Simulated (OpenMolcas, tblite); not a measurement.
**A ladder of methods for AsF3 (SMILES F[As](F)F)**

The species is AsF3 (4 atoms), meant as a singlet with charge 0. As SMILES, `F[As](F)F`. The shape is that of a PBE0-D4/def2-TZVP optimisation.

Each level gives the dipole moment (D). The values are calculated.

Q: The value from experiment is 2.59 D (NIST CCCBDB). From what is known of these methods, estimate their order from the nearest to it to the farthest.
A. B3LYP/cc-pVDZ (OpenMolcas)
B. HF/cc-pVDZ (OpenMolcas)
C. SVWN5/cc-pVDZ (OpenMolcas)
D. IPEA1-xTB (tblite)

A: D (2.62 D, +0.03), A (2.48 D, -0.11), C (2.20 D, -0.39), B (3.03 D, +0.44).

All four methods give AsF3 a substantial dipole moment, as expected for a pyramidal molecule with strongly polar bonds. Fluorine draws density from arsenic, and the three bond moments add up along the molecular axis instead of cancelling as they would in a planar arrangement. The arsenic lone pair points away from the fluorines and opposes this sum, but its large 4s character limits its contribution, so the bond polarity dominates.

Because the geometry is shared, the spread reflects differences in the electron distribution, not in bond lengths or angles. Hartree–Fock lies above experiment at 3.03 D and SVWN5 below it at 2.20 D, with B3LYP between them, probably because exact exchange favours a more ionic As–F bond than the local functional does. The closest value, 2.62 D from IPEA1-xTB, does not make its density the most accurate: a dipole is a single moment of the charge distribution, and errors in the bond and lone-pair contributions can cancel in it.
